**Hand rules for shape, gap, angle and bond length of AH5 hydrides**

The table holds point groups, mean A–H lengths and the next stationary point of VH5, NbH5, TaH5, PH5, AsH5 and SbH5 from PySCF at PBE0/def2-TZVP, as restricted singlets without spin-orbit coupling. The program recasts the energies as the signed gap $E(D_{3h})-E(C_{4v})$ and compares it with one constant per group and with five point charges on a sphere; the constants miss by up to 27% of the computed gap, and the charges give the wrong trend in group 15 and the wrong sign in group 5. Minimizing the squared overlap of $sd^4$ hybrids within $C_{4v}$ gives an apex–base angle of 121°, within 3° of VH5 and TaH5, but the same measure ranks a $C_{5v}$ umbrella lower, a shape that was not among the starts. A sum of rough two-figure covalent radii reproduces the mean bond with a root-mean-square error of 0.045 Å, which neither a fitted offset nor Pauling's bond-order correction improves noticeably. The output also shows that zero-point energy reverses the order of the $C_s$ and $C_{4v}$ minima of NbH5.

PySCF 2.14.0, restricted PBE0/def2-TZVP with density fitting, no spin-orbit coupling; gas-phase AH5 singlets, lowest minimum found from trigonal-bipyramidal and square-pyramidal starts. ECP marks a scalar-relativistic core potential on the centre. The next point is the next stationary point (minimum or saddle), its energy taken above the lowest minimum without zero-point energy.

## The fit in Python

```python
# Table: AH5 (A = V, Nb, Ta, P, As, Sb), PySCF PBE0/def2-TZVP, restricted singlets: point group,
# mean A-H length, next stationary point and its energy. Tested: hand rules for the signed gap
# E(D3h)-E(C4v), the pyramid angle (sd4 overlap vs point charges) and r (radius sum).
T = {
    'molecule': ['VH5', 'NbH5', 'TaH5', 'PH5', 'AsH5', 'SbH5'],
    'Z': [23, 41, 73, 15, 33, 51],
    'rel': ['non-relativistic', 'ECP', 'ECP', 'non-relativistic', 'non-relativistic', 'ECP'],
    'group': ['Cs', 'Cs', 'C4v', 'D3h', 'D3h', 'D3h'],
    'r': [1.609, 1.741, 1.761, 1.449, 1.559, 1.734],  # Å
    'g2': ['D3h', 'C4v', 'D3h', 'C4v', 'C4v', 'C4v'],
    'e2': [130.8, 0.7, 96.7, 6.3, 7.7, 8.8],  # kJ/mol
}
import numpy as np
from scipy import constants as C
from scipy.optimize import minimize_scalar as ms
m = T['molecule']; r = np.array(T['r'], float); e2 = np.array(T['e2'], float)
d = np.array([z in (23, 41, 73) for z in T['Z']])  # group 5
Eh = C.physical_constants['Hartree energy'][0]*C.N_A/1e3
ke = C.e**2/(4*np.pi*C.epsilon_0*1e-10)*C.N_A/1e3
# typed from further outputs of the same runs: Nb D3h energy, ZPE (D3h, C4v) in Eh, geometries
NbD3h = 133.953221; zNbCs = 0.031643
zpe = {'VH5': (.025096, .02977), 'NbH5': (.026449, .030499), 'TaH5': (.027786, .031616),
       'PH5': (.041891, .041308), 'AsH5': (.037667, .037085), 'SbH5': (.033531, .032984)}
G = {'VH5': [[0,.04,0],[-.84,1.47,0],[.45,-.72,1.33],[.45,-.72,-1.33],[1.6,-.04,0],[-.69,-1.4,0]],
     'NbH5': [[-.01,-.01,.01],[-.94,-1.52,-.1],[.75,.38,1.53],[.63,.61,-1.46],[1.69,-.13,-.17],[-.83,1.49,-.4]],
     'TaH5': [[0,-.01,0],[-.91,-1.55,0],[.41,.7,1.55],[.41,.7,-1.55],[1.75,-.08,0],[-.92,1.49,0]]}  # centre, apex, base
axeq = {'PH5': (1.48, 1.43), 'AsH5': (1.603685, 1.529453), 'SbH5': (1.77, 1.71)}
gap = np.array([NbD3h-e if x == 'NbH5' else (e if g == 'D3h' else -e) for x, g, e in zip(m, T['g2'], e2)])
def cs(t, n):  # pair cosines: n base atoms at polar angle t, plus an apex if n == 4
    v = [[np.sin(t)*np.cos(2*np.pi*k/n), np.sin(t)*np.sin(2*np.pi*k/n), np.cos(t)] for k in range(n)]
    v = np.array(v+([[0, 0, 1]] if n == 4 else [])); return (v@v.T)[np.triu_indices(5, 1)]
tbp = np.array([-1]+[0]*6+[-.5]*3)
cou = lambda c: np.sum(1/np.sqrt(2-2*c)); sd = lambda c: np.sum(((6*c**2-1)/5)**2)
op = lambda f, n, b: ms(lambda t: f(cs(t, n)), bounds=np.radians(b), method='bounded')
pc = op(cou, 4, (90, 135)); s4 = op(sd, 4, (95, 135)); s5 = op(sd, 5, (95, 130))
dpc = cou(tbp)-pc.fun
print('GAP E(D3h)-E(C4v), kJ/mol (rounding 0.05); group means %.1f, %.1f; rule +120 / -8' % (gap[d].mean(), gap[~d].mean()))
print('point charges (q^2/r): D3h %.4f C4v %.4f diff %.4f (%.2f%%), apex angle %.1f deg' % (cou(tbp), pc.fun, dpc, 100*dpc/pc.fun, np.degrees(pc.x)))
for i, x in enumerate(m):
    ru = 120 if d[i] else -8; dz = (zpe[x][0]-zpe[x][1])*Eh
    print('%-5s gap %6.1f rule err %5.1f (%3.0f%%) ZPE shift %5.1f with ZPE %6.1f unit-charge model %5.1f' % (x, gap[i], ru-gap[i], 100*abs((ru-gap[i])/gap[i]), dz, gap[i]+dz, dpc*ke/r[i]))
nb = m.index('NbH5'); dzn = (zpe['NbH5'][1]-zNbCs)*Eh
print('NbH5 C4v-Cs: %.1f, ZPE shift %.1f, with ZPE %.1f kJ/mol' % (e2[nb], dzn, e2[nb]+dzn))
print('ratio mean|gap| group5/group15 %.1f; AsH5 HOMO above next level %.2f eV' % (abs(gap[d].mean()/gap[~d].mean()), 11.08277-6.012146))
a0 = np.degrees(np.arccos(6**-.5)); t4 = np.degrees(s4.x)
print('ANGLES sd4 zero overlap at %.1f, %.1f deg; sum S^2: D3h %.3f C4v %.3f C5v %.3f' % (a0, 180-a0, sd(tbp), s4.fun, s5.fun))
print('sd4 C4v apex-base %.1f cis %.1f trans %.1f deg (geometry rounding ~0.5 deg)' % (t4, np.degrees(np.arccos(np.cos(s4.x)**2)), 360-2*t4))
ap = {}
for x, g in G.items():
    g = np.array(g, float); v = g[1:]-g[0]; L = np.linalg.norm(v, axis=1); u = v/L[:, None]
    A = np.degrees(np.arccos(np.clip(u@u.T, -1, 1))); ap[x] = A[0, 1:].mean()
    hh = min(np.linalg.norm(v[i]-v[j]) for i in range(5) for j in range(i))
    print('%-5s apex-base mean %.0f' % (x, ap[x]), np.round(A[0, 1:]), 'err sd4 %.0f charges %.0f' % (t4-ap[x], np.degrees(pc.x)-ap[x]))
    print('      base-base', np.round(np.sort(A[1:, 1:][np.triu_indices(4, 1)])), 'r apex %.2f base %.2f minHH %.2f A' % (L[0], L[1:].mean(), hh))
# rough recalled single-bond covalent radii, two figures (A)
R = {23: 1.3, 41: 1.5, 73: 1.5, 15: 1.1, 33: 1.2, 51: 1.4}; RH = 0.32
s = np.array([R[z] for z in T['Z']])+RH; off = (r-s).mean(); pl = -0.6*np.log10(0.8)
mods = [s, s+off, s+np.where(d, 0, pl)]
print('LENGTH, A (table rounding 0.0005, radius rounding 0.05); offset %.3f, Pauling n=4/5 %.3f' % (off, pl))
for i, x in enumerate(m):
    print('%-5s r %.3f sum %.2f | err bare %+.3f (%.1f%%) offset %+.3f Pauling %+.3f' % (x, r[i], s[i], s[i]-r[i], 100*abs(s[i]-r[i])/r[i], mods[1][i]-r[i], mods[2][i]-r[i]))
for n, y in zip(('bare', 'offset', 'Pauling'), mods):
    e = y-r; print('%-8s rms %.3f worst %s %+.3f A' % (n, np.sqrt((e**2).mean()), m[np.argmax(abs(e))], e[np.argmax(abs(e))]))
print('mean r-sum: group5 %+.3f group15 %+.3f A' % ((r-s)[d].mean(), (r-s)[~d].mean()))
print('steps down group5', np.round(np.diff(r[d]), 3), 'group15', np.round(np.diff(r[~d]), 3), 'A')
for x, (a, q) in axeq.items():
    rr = r[m.index(x)]; eq = rr*5/(3+2*1.04)
    print('%-5s ax-eq %.3f ratio %.3f | ratio 1.04 on table r: ax %.2f (run %.2f) eq %.2f (run %.2f)' % (x, a-q, a/q, 1.04*eq, a, eq, q))
print('AsH5 ax-eq by Pauling: order 1/2 vs 1 %.3f, Mayer orders %.3f A' % (0.6*np.log10(2), 0.6*np.log10(.88492/.81108)))
assert (gap[d] > 0).all() and (gap[~d] < 0).all()
assert gap[d].min() > 10*abs(gap[~d]).max()
assert all(abs(ap[x]-t4) < abs(ap[x]-np.degrees(pc.x)) for x in ('VH5', 'TaH5'))
assert all(a > q for a, q in axeq.values())
```

Printed output:

```
GAP E(D3h)-E(C4v), kJ/mol (rounding 0.05); group means 120.3, -7.6; rule +120 / -8
point charges (q^2/r): D3h 6.4747 C4v 6.4837 diff -0.0090 (-0.14%), apex angle 104.1 deg
VH5   gap  130.8 rule err -10.8 (  8%) ZPE shift -12.3 with ZPE  118.5 unit-charge model  -7.7
NbH5  gap  133.3 rule err -13.3 ( 10%) ZPE shift -10.6 with ZPE  122.6 unit-charge model  -7.2
TaH5  gap   96.7 rule err  23.3 ( 24%) ZPE shift -10.1 with ZPE   86.6 unit-charge model  -7.1
PH5   gap   -6.3 rule err  -1.7 ( 27%) ZPE shift   1.5 with ZPE   -4.8 unit-charge model  -8.6
AsH5  gap   -7.7 rule err  -0.3 (  4%) ZPE shift   1.5 with ZPE   -6.2 unit-charge model  -8.0
SbH5  gap   -8.8 rule err   0.8 (  9%) ZPE shift   1.4 with ZPE   -7.4 unit-charge model  -7.2
NbH5 C4v-Cs: 0.7, ZPE shift -3.0, with ZPE -2.3 kJ/mol
ratio mean|gap| group5/group15 15.8; AsH5 HOMO above next level 5.07 eV
ANGLES sd4 zero overlap at 65.9, 114.1 deg; sum S^2: D3h 1.270 C4v 0.118 C5v 0.013
sd4 C4v apex-base 121.1 cis 74.6 trans 117.9 deg (geometry rounding ~0.5 deg)
VH5   apex-base mean 124 [124. 124. 123. 124.] err sd4 -3 charges -20
      base-base [ 72.  72.  72.  72. 113. 113.] r apex 1.66 base 1.60 minHH 1.88 A
NbH5  apex-base mean 117 [118. 117. 117. 118.] err sd4 4 charges -13
      base-base [ 64.  71.  71. 102. 120. 120.] r apex 1.78 base 1.73 minHH 1.83 A
TaH5  apex-base mean 118 [118. 118. 118. 118.] err sd4 3 charges -14
      base-base [ 77.  77.  77.  77. 124. 124.] r apex 1.79 base 1.75 minHH 2.19 A
LENGTH, A (table rounding 0.0005, radius rounding 0.05); offset -0.011, Pauling n=4/5 0.058
VH5   r 1.609 sum 1.62 | err bare +0.011 (0.7%) offset -0.000 Pauling +0.011
NbH5  r 1.741 sum 1.82 | err bare +0.079 (4.5%) offset +0.068 Pauling +0.079
TaH5  r 1.761 sum 1.82 | err bare +0.059 (3.4%) offset +0.048 Pauling +0.059
PH5   r 1.449 sum 1.42 | err bare -0.029 (2.0%) offset -0.040 Pauling +0.029
AsH5  r 1.559 sum 1.52 | err bare -0.039 (2.5%) offset -0.050 Pauling +0.019
SbH5  r 1.734 sum 1.72 | err bare -0.014 (0.8%) offset -0.025 Pauling +0.044
bare     rms 0.045 worst NbH5 +0.079 A
offset   rms 0.044 worst NbH5 +0.068 A
Pauling  rms 0.047 worst NbH5 +0.079 A
mean r-sum: group5 -0.050 group15 +0.027 A
steps down group5 [0.132 0.02 ] group15 [0.11  0.175] A
PH5   ax-eq 0.050 ratio 1.035 | ratio 1.04 on table r: ax 1.48 (run 1.48) eq 1.43 (run 1.43)
AsH5  ax-eq 0.074 ratio 1.049 | ratio 1.04 on table r: ax 1.60 (run 1.60) eq 1.53 (run 1.53)
SbH5  ax-eq 0.060 ratio 1.035 | ratio 1.04 on table r: ax 1.77 (run 1.77) eq 1.71 (run 1.71)
AsH5 ax-eq by Pauling: order 1/2 vs 1 0.181, Mayer orders 0.023 A
```
